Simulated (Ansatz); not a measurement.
## Abstraction of F: C2H2F4 + C3H7 → C2H2F3 + C3H7F

Species: C2H2F4 (norflurane) `FCC(F)(F)F`, singlet; C3H7 (methylethyl) `C[CH]C`, doublet; C2H2F3 `[CH2]C(F)(F)F`, doublet; C3H7F (2-fluoropropane) `CC(C)F`, singlet. A radical takes F: the energy is the difference in strength between two C–F bonds in different surroundings.

Shapes, held fixed at every level: PBE0-D4/def2-TZVP. Programs: Ansatz 0.2.0. The zero-point and thermal change to 298 K, harmonic and unscaled (PBE0-D4/def2-TZVP), is -1.2 kJ/mol.

```tsv
level	kind	ΔH(298 K) (kJ/mol)	less CCSD(T)/CBS estimate
MP2/def2-SVP	perturbation theory	-18.8	+2.3
MP2/def2-TZVPP	perturbation theory	-22.6	-1.5
HF/def2-SVP	Hartree–Fock	-20.0	+1.1
B3LYP-D4/def2-TZVPP	global hybrid	-16.4	+4.7
wB97X-V/def2-TZVPP	range-separated hybrid	-17.6	+3.5
CCSD(T)/def2-SVP	coupled cluster or CI	-16.8	+4.3
CCSD(T)/CBS estimate	coupled cluster or CI	-21.1	0.0
```

The highest level, CCSD(T)/CBS estimate, gives ΔH(298 K) = -21.1 kJ/mol; the levels span -22.6 to -16.4. The column of differences is taken from that level and isn't an error. No measured value is set beside it here. Open shells run unrestricted. The CBS estimate extrapolates MP2 from def2-TZVPP and def2-QZVPP and adds CCSD(T) − MP2 in the triple-zeta set, cores frozen.

Every level makes fluorine transfer to the isopropyl radical exothermic, by 21.1 kJ/mol at the highest level, so the C–F bond formed in 2-fluoropropane is stronger than the one broken at the CH2F end of norflurane. Radical stability alone would suggest the opposite, since hyperconjugation stabilises the secondary isopropyl radical. The deciding factor is probably the polarity of the C–F bond: two methyl groups donate density to the positively polarised carbon, whereas a neighbouring CF3 group withdraws it.

Because one C–F bond replaces another, much of the correlation error cancels, which helps explain why even Hartree–Fock lies close to the best value. That closeness is partly fortuitous: in the same small basis, coupled cluster gives a less exothermic reaction, while enlarging the basis makes the MP2 value more exothermic, so the two omissions offset each other. The favourable enthalpy doesn't imply a fast reaction, as abstracting fluorine from carbon generally meets a high barrier.
